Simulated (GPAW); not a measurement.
# Single-oscillator dispersion of the refractive index of RbBH₄ (C222) along x, from LDA and the RPA

RbBH₄ takes its C222 structure under pressure. The thickness of a sample held between diamond anvils can be found from interference fringes, but only if the refractive index is known at the wavelength used. A dispersion law with two constants would carry an index known at two laser lines to the others. We test whether 1/(n² − 1) falls linearly in the square of the photon energy E, as it does for a single oscillator. The index is calculated with LDA and the RPA for a field along x, at six laser wavelengths from 1550 to 365 nm, all below the smallest direct LDA gap of 5.04 eV. The test is one of form, made against the computed index and not against a measured one.

## Set-up

The measured cell of a diffraction database, fixed. GPAW 26.7.0, plane waves with PAW (cutoff 450 eV), LDA, no spin polarisation, no spin-orbit coupling, clamped ions. RPA dielectric function with local fields on a k mesh of 8×8×8, Lorentzian broadening 0.1 eV; the rows are a selection of common laser wavelengths, read off the computed spectrum below 72 % of the smallest direct gap; n is the real part of √ε for a field along x. Smallest direct gap on the mesh: 5.04 eV (LDA).

Notes on method and selection:

- Excitons and lattice vibrations are left out; a gap that is too small makes n too large and too dispersive.
- Runs that did not converge, have known faults or may not be shown are not listed, and runs on Ansatz's PAW sets soft_1 and soft_2 are kept to separate tables.

Columns:

- E² (eV²): square of the photon energy.
- E (eV): photon energy.
- n: refractive index.

## Computed values

| member | E² (eV²) | E (eV) | 1/(n² − 1) | n |
| --- | --- | --- | --- | --- |
| 1550 nm | 0.64 | 0.80 | 0.5156 | 1.714 |
| 1064 nm | 1.36 | 1.17 | 0.5120 | 1.718 |
| 633 nm | 3.84 | 1.96 | 0.4994 | 1.733 |
| 532 nm | 5.43 | 2.33 | 0.4911 | 1.742 |
| 405 nm | 9.37 | 3.06 | 0.4700 | 1.768 |
| 365 nm | 11.54 | 3.40 | 0.4579 | 1.784 |

Least-squares fits to the whole series, with x = E² (eV²); R² and errors in the fitted variable (y, or ln y where the fit is in ln y):

| y | members | fit | R² | rms residual | leave-one-out rms | the same for the mean of the others |
| --- | --- | --- | --- | --- | --- | --- |
| 1/(n² − 1) | 6 | y = 0.51936 − 0.0052879 x | 1.00 | 3.5×10⁻⁴ | 5.8×10⁻⁴ | 0.025 |
| n | 6 | y = 1.7089 + 0.0063841 x | 1.00 | 0.0010 | 0.0018 | 0.030 |

## What drives the series

The index rises from 1.714 at 0.80 eV to 1.784 at 3.40 eV, while 1/(n² − 1) falls from 0.5156 to 0.4579, very nearly along a straight line in E².

The simplest model rests on three assumptions: the ions stand still, all the electronic response sits at one resonance energy E₀, and damping is negligible because E lies well below E₀. A charge q of mass m, bound with angular frequency ω₀ and driven by a field ℰ of angular frequency ω, is displaced by

u = qℰ / [m(ω₀² − ω²)].

With N such charges per volume the polarisation is Nqu. Dividing it by ε₀ℰ, where ε₀ is the vacuum permittivity, gives n² − 1. In photon energies this reads

n² − 1 = F / (E₀² − E²), with F = ħ²Nq²/(ε₀m).

Inverting both sides gives a straight line in E²:

1/(n² − 1) = E₀²/F − E²/F.

A local field proportional to the polarisation shifts E₀² but leaves the form unchanged.

The fit to all six rows gives F = 1 / 0.0052879 = 189.1 eV² and E₀ = √(0.51936 / 0.0052879) = 9.91 eV. This energy is about twice the direct gap (9.91 / 5.04 = 1.97). It is therefore not a gap but an average over the transitions that polarise the crystal, most of which lie well above the absorption edge.

The leave-one-out error of the line is 0.00058, against 0.025 for the mean of the other rows. Near 532 nm, where n² − 1 = 1 / 0.4911 = 2.036, a small error δy in 1/(n² − 1) changes n by δy (n² − 1)² / (2n) in size, here 0.00058 × 2.036² / (2 × 1.742) = 0.0007. A straight line for n itself against E² has a leave-one-out error of 0.0018, so the oscillator form is the better of the two.

## Testing the model

We fix the two constants on the 1064 nm and 532 nm rows, the fundamental and the doubled line of a common laser, and calculate the other four.

Slope: (0.5120 − 0.4911) / (5.43 − 1.36) = 0.0209 / 4.07 = 0.005135 eV⁻².

Intercept: 0.5120 + 0.005135 × 1.36 = 0.5190.

The index then follows from n = √(1 + 1/y), where y is the calculated 1/(n² − 1).

**1550 nm:** y = 0.5190 − 0.005135 × 0.64 = 0.5157, against 0.5156 in the table. The index is √(1 + 1 / 0.5157) = 1.714, as tabled.

**633 nm:** y = 0.5190 − 0.005135 × 3.84 = 0.4993, against 0.4994. The index is √(1 + 1 / 0.4993) = 1.733, again as tabled.

**405 nm:** y = 0.5190 − 0.005135 × 9.37 = 0.4709, against 0.4700. The index is √(1 + 1 / 0.4709) = 1.767, against 1.768.

**365 nm:** y = 0.5190 − 0.005135 × 11.54 = 0.4597, against 0.4579. The index is √(1 + 1 / 0.4597) = 1.782, against 1.784.

The two rows at 1550 and 633 nm, one just outside the fixing pair and one inside it, are reproduced to the last printed digit of n. Towards the ultraviolet the model falls short of the computed index, by 0.001 at 405 nm and 0.002 at 365 nm.

## Where the trend breaks

Largest departures from the fit to the whole series:

| member | 1/(n² − 1) | fit | computed − fit | in rms residuals |
| --- | --- | --- | --- | --- |
| 532 nm | 0.4911 | 0.4906 | +0.0005 | 1.3 |
| 365 nm | 0.4579 | 0.4583 | −0.0004 | 1.3 |
| 1550 nm | 0.5156 | 0.5160 | −0.0004 | 1.1 |
| 633 nm | 0.4994 | 0.4991 | +0.0003 | 1.0 |

The shortfall in the ultraviolet belongs to a steady bend. Between 1064 and 633 nm, 1/(n² − 1) falls by 0.0126 / 2.48 = 0.0051 per eV²; between 405 and 365 nm it falls by 0.0121 / 2.17 = 0.0056 per eV². The fit to all six rows spreads this bend over the series, so the computed values lie below the line at both ends and above it in the middle, by at most 0.0005.

The assumption that fails is the single resonance energy. A crystal has transitions from the gap upwards, and n² − 1 is a sum of terms Fⱼ/(Eⱼ² − E²). As E rises, the terms with the lowest Eⱼ grow fastest and take a larger share of the response. For any spread of Eⱼ with positive strengths, this makes 1/(n² − 1) fall faster than a straight line, which is the sign found here. The failure must become severe near the gap, because the model has no absorption below its own resonance near 10 eV.

## Conclusions and limits

For the computed index along x, the single-oscillator law holds well at the six wavelengths between 0.80 and 3.40 eV, with a small bend that matters only if n is needed to about 0.002 in the near ultraviolet.

The absolute index is much less certain than the form of its dispersion. Across the table n changes by 1.784 − 1.714 = 0.070. Correcting the LDA gap, which is too small, would by itself lower n and flatten its dispersion. Suppose, for illustration, that the correction raises all transition energies by 2 eV and leaves the dipole matrix elements unchanged. Then n² − 1 scales roughly as 1/E₀, and E₀ rises to 9.91 + 2 = 11.91 eV. At 1550 nm, where n² − 1 = 1 / 0.5156 = 1.94, the index falls from 1.714 to √(1 + 1.94 × 9.91 / 11.91) = 1.62, a larger change than the whole dispersion in the table. Including the attraction between electron and hole would raise n. The two partly cancel, and in wide-gap insulators the index from LDA and the RPA usually remains somewhat too high.
